## Question

A metal's free electrons leave a simple signature in its dielectric function. They make the real part ε₁ (dielectric real xx) strongly negative at low photon energy, and less and less so as the energy rises. The imaginary part ε₂ (dielectric imaginary xx) measures absorption. The table gives both for bcc tantalum, calculated with a gradient-corrected density functional for electrons that respond independently of each other; the cubic crystal responds alike in all directions.

Bcc Ta, a = 3.284 Å, computed with Ansatz 0.2.0 (PBEsol, plane-wave PAW, scalar-relativistic, no spin polarisation; cutoff 420 eV, k mesh 20×20×20, Fermi-Dirac smearing 0.15 eV). The dielectric function is for independent particles, without local fields or excitons, and includes an undamped Drude term; optics k mesh 30×30×30, Gaussian broadening 0.1 eV.

| photon energy (eV) | dielectric imaginary xx | dielectric real xx |
| --- | --- | --- |
| 0.1 | 45.4 | -7630 |
| 0.3 | 19.2 | -835 |
| 0.5 | 12.9 | -287 |
| 0.7 | 11.9 | -137 |
| 0.9 | 11.9 | -76.8 |
| 1.1 | 11.0 | -47.5 |
| 1.3 | 9.74 | -29.6 |
| 1.5 | 9.45 | -18.1 |
| 1.7 | 9.61 | -10.3 |
| 1.9 | 10.2 | -4.86 |
| 2.1 | 11.1 | -1.03 |
| 2.3 | 12.2 | 1.58 |
| 2.5 | 13.5 | 3.49 |
| 2.7 | 15.1 | 3.96 |
| 2.9 | 16.0 | 3.63 |
| 3.1 | 16.5 | 3.14 |
| 3.3 | 16.9 | 1.94 |
| 3.5 | 15.8 | 0.77 |
| 3.7 | 14.6 | 0.54 |
| 3.9 | 13.5 | 0.79 |
| 4.1 | 12.8 | 1.54 |
| 4.3 | 12.4 | 2.61 |
| 4.5 | 12.8 | 4.04 |
| 4.7 | 14.2 | 5.58 |
| 4.9 | 17.9 | 5.69 |
| 5.1 | 20.4 | 4.30 |
| 5.3 | 26.2 | 0.01 |
| 5.5 | 23.3 | -9.08 |
| 5.7 | 17.5 | -12.5 |
| 5.9 | 12.7 | -12.1 |
| 6.1 | 9.77 | -11.1 |
| 6.3 | 7.72 | -9.70 |
| 6.5 | 6.54 | -8.78 |
| 6.7 | 5.34 | -7.94 |
| 6.9 | 4.08 | -6.58 |
| 7.1 | 4.22 | -5.50 |
| 7.3 | 3.45 | -4.97 |
| 7.5 | 3.56 | -3.96 |
| 7.7 | 3.32 | -3.64 |
| 7.9 | 3.28 | -2.99 |

Free electrons that are never scattered contribute −(ħωₚ)²/E² to ε₁, where E is the photon energy. In this calculation the plasma energy ħωₚ is 8.8 eV, so that (ħωₚ)² is about 77 eV².

(a) Add a constant to this term and find where the sum describes ε₁.

(b) Which rows break the pattern, and by how much?

(c) What causes the breaks?

## Model answer

**(a) The smooth pattern.** Subtract the free-electron term from ε₁, and what remains is the 1 of empty space plus the response of electrons that light can lift from one band to another. From 1.1 to 2.5 eV this remainder is almost constant: its mean is 16, and no row in the range departs from it by more than about 0.3. Over the same rows ε₁ itself climbs by some fifty units. The smooth model is therefore

ε₁ ≈ 16 − 77 eV²/E²

It passes through zero near 2.2 eV, as the table does. That crossing lies inside the range from which the constant was taken, so it illustrates the model and doesn't test it. It does show that ε₁ vanishes there because two contributions of similar size cancel, while the free electrons are still responding strongly.

**(b) The breaks.** The smooth model can only rise with photon energy. The table falls twice, from 2.7 to 3.7 eV and, much more steeply, from 4.9 to 5.7 eV. Leaving aside the row at 0.1 eV, the largest break is at 5.7 eV, a row that played no part in choosing the constant:

- free-electron term: −77/5.7² = −77/32.5 ≈ −2.4
- smooth model: 16.12 − 2.37 ≈ 13.8
- table: −12.5
- break: −12.5 − 13.8 ≈ −26

The model has the wrong sign here. Every row from 2.7 eV upwards lies below the smooth curve, and the curve is never regained: at 7.9 eV the table is still about 18 units too low. Below 1 eV the table breaks away in the other direction. The excess is small at 0.7 eV, about 4 units where ε₁ itself is −137. At 0.1 eV it is larger in absolute size than the break at 5.7 eV, but tiny beside the −7630 of that row.

**(c) The cause.** Each fall in ε₁ straddles a maximum of ε₂, the first at 3.3 eV and the second at 5.3 eV. This is anomalous dispersion, and two limiting cases explain it. Light of much lower frequency than an absorption line drives the electrons slowly; they follow the field, polarise the crystal and raise ε₁. Light of much higher frequency drives them too fast for the binding to matter; they lag half a cycle behind, as free electrons do, and lower ε₁.

A strong absorption line thus changes from helper to opponent as the photon energy passes it. Its positive contribution grows on the approach, collapses across the line, and comes out negative on the far side. Hence ε₁ has a maximum just below each absorption peak and a minimum just above it.

The Kramers–Kronig relation turns this picture into numbers:

remainder at E = 1 + (2/π) ∫ E′ ε₂(E′) / (E′² − E²) dE′

The denominator carries the argument. Absorption at E′ above E counts as positive, absorption below E as negative, and the nearest absorption counts most. The integral is a principal value, so the row at E itself is treated separately, from the local slope of ε₂. With the table's step of 0.2 eV, each of the remaining rows contributes (0.4/π) E′ε₂/(E′² − E²). For E = 5.7 eV the two neighbouring rows give

- 5.5 eV: 0.127 × 5.5 × 23.3 / (5.5² − 5.7²) ≈ −7.3
- 5.9 eV: 0.127 × 5.9 × 12.7 / (5.9² − 5.7²) ≈ +4.1

The two would nearly cancel if absorption were equally strong on both sides. It is not, because 5.7 eV lies on the steep upper flank of the peak, with most of the absorption already behind it.

Summed over the whole table, the relation gives a fall of 18.9 in the remainder between 4.9 and 5.7 eV; the table has 19.0. Absorption between 4.5 and 6.5 eV alone would lower it by about 22, and the rest of the spectrum gives a little back. The second break therefore belongs to the peak at 5.3 eV.

The first break works in the same way but is weaker. Absorption between 2.3 and 4.3 eV would lower the remainder by about 14, yet it falls by only 8. The difference comes from both sides: the strong peak ahead pushes ε₁ up harder as it comes nearer, and the absorption left far behind pulls it down less.

## Remarks on the reasoning

**Why the constant is constant.** A good answer notices that the value of 16 is a balance. At 2.1 eV, absorption at higher energies adds about 21 and absorption at lower energies takes away about 7.5; the 1 of empty space and absorption beyond the table should supply most of the rest. Between 1.1 and 2.5 eV these opposing pulls happen to change at nearly the same rate. The balance ends when the photon energy climbs into the first strong absorption band.

**Why the curve is not regained.** The background of 16 is owed mainly to absorption that still lies ahead. Once the photon energy has passed the two peaks, that source is largely spent, and the electrons involved now respond more like free ones. At 7.9 eV the free-electron term is only −77/62 ≈ −1.2, while the table has −2.99. The larger part of the negative value thus comes from transitions between bands, the same kind of response that raises ε₁ at low photon energy.

**A practical trap.** A negative ε₁ is often read as the mark of free carriers, and a free-electron formula is then fitted to obtain the ratio of their density to their effective mass. In tantalum this is reasonable in the infrared, provided that a constant background is included, and misleading in the ultraviolet. At 5.7 eV free carriers supply about −2.4 of the −12.5. Such a fit would count the aftermath of an absorption peak as additional carriers.

**What the agreement is worth.** The real and imaginary parts of any causal response obey the Kramers–Kronig relation, and the calculated ones do so by construction. The agreement is therefore no test of whether the calculation describes real tantalum. Its use is to assign each of the two falls to a range of absorption. The sum falls short of the table by about 2 units at both 2.1 and 5.7 eV, which is the sign to be expected of absorption above 8 eV, beyond the end of the sum. Such a nearly even shortfall drops out of the changes across a peak, which is why they agree so much better than the values themselves.

**Where the peaks come from.** Strong absorption often arises where a filled and an empty band run nearly parallel, so that many electrons can be excited at the same photon energy. In a bcc transition metal with a partly filled d shell, the likely partners are bonding and antibonding d-like bands on either side of the Fermi level. This assignment rests on general knowledge of such metals and was not tested here. The peak energies are differences between Kohn–Sham levels, and measured peaks may be shifted from them.

**How far to trust the infrared rows.** At 0.1 eV the free-electron term is so large that its estimated k-mesh error, about 0.7 per cent, amounts to about 50 units. This error drops out when the calculation's own free-electron term is subtracted, so it doesn't create the excess over the smooth model in that row. The excess goes with the strong interband absorption that the calculation finds at the lowest energies. That absorption is the least secure part of the table, because the broadening of 0.1 eV and the smearing of 0.15 eV are no smaller than the photon energy itself. The small excess near 0.7 eV probably has the same origin as the large breaks, with weak absorption around 1 eV still lying ahead. Spin–orbit coupling, which is strong in tantalum and left out here, could change this part of the spectrum. Real tantalum also absorbs more in the infrared than ε₂ suggests, because its free electrons are scattered.

The printed analysis that follows gives the constant taken from the rows between 1.1 and 2.5 eV, the breaks from the smooth model, and the Kramers–Kronig sums over the table's ε₂.

The analysis program printed:

```
constant background, mean of eps1 less Drude term over 1.1 to 2.5 eV: 16.12
largest departure from that constant within 1.1 to 2.5 eV: 0.3324
zero crossing of Drude term plus constant, eV: 2.184
photon energies at which eps1 is lower than in the row before, eV: 2.9 2.9, 3.1 3.1, 3.3 3.3, 3.5 3.5, 3.7 3.7, 5.1 5.1, 5.3 5.3, 5.5 5.5, 5.7 5.7
eps1 less smooth model at 0.7 eV: 3.714
eps1 less smooth model at 3.9 eV: -10.28
eps1 less smooth model at 4.7 eV: -7.059
eps1 less smooth model at 5.7 eV: -26.25
eps1 less smooth model at 7.9 eV: -17.88
change of eps1 from 2.7 to 3.7 eV: -3.42
the same change with the Drude term removed: -8.348
the same from the Kramers-Kronig sum: -8.422
part of it from absorption at 2.3 to 4.3 eV: -13.59
change of eps1 from 4.9 to 5.7 eV: -18.19
the same change with the Drude term removed: -19.03
the same from the Kramers-Kronig sum: -18.89
part of it from absorption at 4.5 to 6.5 eV: -22.48
eps1 less Drude term at 2.1 eV, table: 16.4
eps1 less Drude term at 2.1 eV, Kramers-Kronig sum: 14.63
part of that sum from absorption above 2.2 eV: 20.65
part of that sum from absorption below 2.0 eV: -7.511
eps1 less Drude term at 5.7 eV, table: -10.13
eps1 less Drude term at 5.7 eV, Kramers-Kronig sum: -12.13
Drude term at 5.7 eV: -2.365
```
